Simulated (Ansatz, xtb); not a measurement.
Relative energy of two isomers of BFH7NSi2

Structure X is `FBN([SiH3])[SiH3]`, a singlet and structure Y is `BN([SiH3])[SiH2]F`, a singlet. Both are isolated molecules in the gas phase, relaxed with PBE0-D3(BJ)/pcseg-1; the shapes shown needn't be the lowest conformers.

X (Å):

```xyz
12

B    -0.8133    1.3482    1.5391
F    -0.8284    1.4390    2.8803
N    -2.0418    1.1634    0.8717
Si   -3.5216    1.0636    1.8521
Si   -2.1348    1.0319   -0.8871
H     0.2466    1.4296    0.9828
H    -3.7370    2.3233    2.6138
H    -4.6401    0.8687    0.8855
H    -3.4618   -0.0953    2.7831
H    -2.7255   -0.2831   -1.2672
H    -3.0028    2.1148   -1.4314
H    -0.7591    1.1531   -1.4390
```

Y (Å):

| atom | x (Å) | y (Å) | z (Å) |
| --- | --- | --- | --- |
| B | -1.3552 | 1.1273 | -1.3587 |
| F | 0.3149 | -0.6113 | 1.8056 |
| N | -1.2028 | 0.2872 | -0.2339 |
| Si | -2.4696 | -0.8204 | 0.3363 |
| Si | 0.3547 | 0.4362 | 0.5543 |
| H | -2.3720 | 1.1344 | -1.9984 |
| H | -0.4335 | 1.8470 | -1.6681 |
| H | -1.9691 | -2.2222 | 0.3031 |
| H | -2.8576 | -0.4711 | 1.7306 |
| H | -3.6294 | -0.6615 | -0.5804 |
| H | 0.5529 | 1.7980 | 1.1077 |
| H | 1.4586 | 0.0264 | -0.3476 |

Quicker runs give these differences E(Y) − E(X): GFN2-xTB −0.207 eV; HF/STO-3G +1.176 eV (at GFN2-xTB geometries); r2SCAN-D4/def2-SVP +0.326 eV (at GFN2-xTB geometries).

Which of the two would you expect CCSD(T)/def2-SVP + ΔMP2/def2-TZVPP electronic energies to favour?

Too close to call at this level: CCSD(T)/def2-SVP + ΔMP2/def2-TZVPP gives E(Y) − E(X) = +0.011 eV.

The same difference at several levels:

```tsv
level	geometry	E(Y) − E(X) (eV)	departure from the last row (eV)	job, with rough time for the two
GFN2-xTB	GFN2-xTB	−0.207	−0.218	optimisation, 0.51 s
HF/STO-3G	GFN2-xTB	+1.176	+1.165	single point, 0.36 s
r2SCAN-D4/def2-SVP	GFN2-xTB	+0.326	+0.315	single point, 4.3 s
PBE0-D3(BJ)/pcseg-1	PBE0-D3(BJ)/pcseg-1	+0.269	+0.257	optimisation, 71 s
HF/def2-SVP	PBE0-D3(BJ)/pcseg-1	+0.233	+0.222	part of the CCSD(T) run
MP2/def2-SVP	PBE0-D3(BJ)/pcseg-1	+0.234	+0.223	part of the CCSD(T) run
CCSD(T)/def2-SVP	PBE0-D3(BJ)/pcseg-1	+0.260	+0.249	single point
CCSD(T)/def2-SVP + ΔMP2/def2-TZVPP	PBE0-D3(BJ)/pcseg-1	+0.011		single point, 39 s
```

As drawn, Y has 1 F–Si, 1 B–H in place of 1 B–F, 1 Si–H.

The largest departure from CCSD(T)/def2-SVP + ΔMP2/def2-TZVPP is that of HF/STO-3G, 1.165 eV. The last row adds to CCSD(T) the change of the MP2 difference between the two basis sets, here −0.249 eV, a large step that makes the value less sure.

With harmonic frequencies from PBE0-D3(BJ)/pcseg-1 (ideal gas, rigid rotor, one conformer each, 298.15 K, 1 atm): on the last row, ΔE + ΔZPE = +0.027 eV. A mode under 50 cm⁻¹ makes harmonic enthalpies and free energies unreliable, so none is given.

The correlated steps freeze 13 core orbitals. Run with Ansatz 0.2.0, xtb 6.7.1; the last row on 2 threads of Arm Neoverse V2 on a shared host.

The isomers differ in whether fluorine sits on boron or silicon, and the near-zero final difference shows two strong, polar bonds almost balancing once the accompanying B–H and Si–H bonds are counted. Fluorine donates π density into boron's formally empty p orbital, where it competes with the nitrogen lone pair. The Si–F bond gains from its large ionic character and from donation into Si–N and Si–H σ* orbitals.

In def2-SVP, HF, MP2 and CCSD(T) lie between +0.233 and +0.260 eV, so correlation hardly alters the balance, whereas enlarging the basis removes nearly all of X's advantage. This suggests that small sets underdescribe polarisation at silicon and the electron-rich fluorine, penalising Si–F more than B–F. The strong bias of HF/STO-3G towards X fits this, since that minimal set has no d polarisation functions on silicon. The agreement among the double-zeta results is therefore probably a shared basis-set bias rather than independent support for X. Further basis enlargement could plausibly reverse the sign.
